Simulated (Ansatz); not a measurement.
Computed against measured: atomisation enthalpy at 298 K

6 molecules without hydrogen; the atomisation enthalpy at 298 K in kJ/mol, computed less measured. Shapes, held fixed at every level: PBE0-D4/def2-TZVP. Thermal terms are harmonic and unscaled (PBE0-D4/def2-TZVP); the spin-orbit lowering of the free atoms is taken from their spectra. Programs: Ansatz 0.2.0. Measured values: Active Thermochemical Tables, CRC Handbook of Chemistry and Physics, NIST-JANAF tables.

Levels: A = BHLYP-D4/def2-TZVPP; B = r2SCAN0-D4/def2-TZVPP; C = MP2/def2-SVP.

```csv
molecule,from tabulated heats,A,B,C
CO (carbon monoxide),1077,-88,-63,+5
Cl2 (chlorine),243,-47,-21,-69
AsF3 (arsenic trifluoride),1326,-103,-60,-88
PF3 (phosphorus trifluoride),1513,-124,-85,-157
CF4 (tetrafluoromethane),1968,-162,-66,+20
C2F3N (cyanotrifluoromethane),2640,-207,-112,+3
```

(1) Sum up the errors.

## Answers

(1) 
```
                level                 kind  mean error  mean absolute error  worst case
  BHLYP-D4/def2-TZVPP        global hybrid      -121.8                121.8       C2F3N
r2SCAN0-D4/def2-TZVPP        global hybrid       -67.8                 67.8       C2F3N
         MP2/def2-SVP  perturbation theory       -47.7                 57.0         PF3
```

On this set MP2/def2-SVP has the smallest mean absolute error and BHLYP-D4/def2-TZVPP the largest. BHLYP-D4/def2-TZVPP is too low in 6 of 6; r2SCAN0-D4/def2-TZVPP is too low in 6 of 6. The heats of PF3, C2F3N come from older tables and can be uncertain by 10 kJ/mol or more. The tabulated value of AsF3 is in doubt (older tables, estimates, or at odds with other calculations) and kept here. Over the 5 molecules whose values aren't doubted the mean absolute errors are A 125.6; B 69.4; C 50.8. For BHLYP-D4/def2-TZVPP and r2SCAN0-D4/def2-TZVPP the error grows with the size of the molecule. Correlated wave functions converge slowly with the basis. Relativity is left out for As. Outer-core shells of As are correlated, in sets that cover them unevenly. The set is small.

Both hybrids underbind every molecule, and BHLYP does so more strongly throughout. Atomisation breaks electron pairs, so it exposes any shortage of correlation in the bonds. Exact exchange removes the part of semilocal exchange that mimics left-right correlation, and its larger share in BHLYP probably accounts for much of the gap between the two hybrids.

The lower mean absolute error of MP2 doesn't make it the more dependable level. Its errors are only +5, +20 and +3 for CO, CF4 and C2F3N, but -69 for Cl2 and -157 for PF3, where it is the worst of the three. Second-order theory tends to overbind multiple bonds and carbon fluorides, while a small basis recovers too little of the correlation energy gained on bonding, so the near agreement for the carbon compounds suggests cancellation. In Cl2 and PF3 the scarcity of polarisation functions probably prevails, as third-period atoms need flexible d functions to polarise their valence shell. Reactions that conserve bond types could rank the levels differently.
